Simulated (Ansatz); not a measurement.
## A series in volume scale on NbAs

Results calculated with Ansatz 0.2.0, not measured. Free energy against uniform scaling of the volume at fixed shape and fractions; periodic cell, basis, potentials, k mesh and filling as listed.

The cell before it is scaled or strained (space group I4_1md, No. 109):
```
cell vectors (Å)
  -1.7258     1.7258     5.8400
   1.7258    -1.7258     5.8400
   1.7258     1.7258    -5.8400
atoms (fractions of the cell vectors)
Nb  0.00000  0.00000  0.00000
Nb  0.75000  0.25000  0.50000
As  0.41600  0.41600  0.00000
As  0.16600  0.66600  0.50000
```

Settings of every row: functional r2SCAN; dispersion none; potentials PAW; wave cutoff 600 eV; density cutoff 2400 eV; k mesh 11x11x11; k shift 0x0x0; occupations methfessel paxton; smearing width 0.1 eV; spin none.

Limits: coarse k mesh, up to 40 meV an atom off.

```
row  volume scale  V (Å³/atom)  pressure (GPa)  energy above lowest point (meV/atom)
  1           0.9       15.654           25.87                                 139.5
  2         0.925       16.089           18.65                                  79.3
  3          0.95       16.524           12.32                                  37.5
  4         0.975       16.959            6.79                                  11.7
  5             1       17.394            1.94                                     0
  6         1.025       17.829            -2.3                                   0.6
  7          1.05       18.263               ?                                     ?
  8         1.075       18.698           -9.27                                  32.9
  9           1.1       19.133          -12.11                                    62
```

Question: what pressure and energy above lowest point should row 7 give?

Worked fit of pressure. Take u = (V_r/V)^(2/3) − 1 with V_r = 17.176 Å³ an atom, which is twice the finite (Eulerian) strain; such expansions in the strain, on which the Birch-Murnaghan equation of state is built, carry the rest volume and the bulk modulus. The shown rows have u = 0.06381, 0.04455, 0.02614, 0.00851, -0.00837, -0.02457, -0.05503, -0.06941. Least squares give pressure = 4.29 + 286.92 × u + 768 × u² + 559 × u³ GPa; a parabola predicts inner rows, each left out in turn, worse (root mean square 0.04 against 0.0062 GPa). All shown rows lie on it to the printed digit. The pressure vanishes at u = -0.0156, or V = 17.59 Å³ an atom, and there the bulk modulus at fixed shape and fractions is B = −V dP/dV = (2/3)(1 + u) dP/du = 173 GPa. Letting shape and atoms relax would as a rule lower it, by much in layered, chain or molecular crystals. The withheld row has u = -0.04008, so the fit gives 4.29 + 286.92 × (-0.04008) + 768 × (-0.04008)² + 559 × (-0.04008)³ = -6.01 GPa.

The calculation gave -6.02 GPa. The fit lies 0.01 GPa (0.026 % of the column's range) above it, one unit of the last digit.

Worked fit of energy above lowest point. Take u = (V_r/V)^(2/3) − 1 with V_r = 17.176 Å³ an atom, which is twice the finite (Eulerian) strain; such expansions in the strain, on which the Birch-Murnaghan equation of state is built, carry the rest volume and the bulk modulus. The shown rows have u = 0.06381, 0.04455, 0.02614, 0.00851, -0.00837, -0.02457, -0.05503, -0.06941. Least squares give energy above lowest point = 4.23 + 689.6 × u + 22184 × u² + 3637 × u³ meV/atom; a parabola predicts inner rows, each left out in turn, worse (root mean square 0.25 against 0.04 meV/atom). All shown rows lie on it to the printed digit. Its lowest point lies at u = -0.0156, or V = 17.59 Å³ an atom, and the curvature there gives the bulk modulus at fixed shape and fractions, B = (4/9)(1 + u)² E″(u)/V = 173 GPa. Letting shape and atoms relax would as a rule lower it, by much in layered, chain or molecular crystals. The withheld row has u = -0.04008, so the fit gives 4.23 + 689.6 × (-0.04008) + 22184 × (-0.04008)² + 3637 × (-0.04008)³ = 12.0 meV/atom.

The calculation gave 12 meV/atom. The fit meets it to the printed digit.
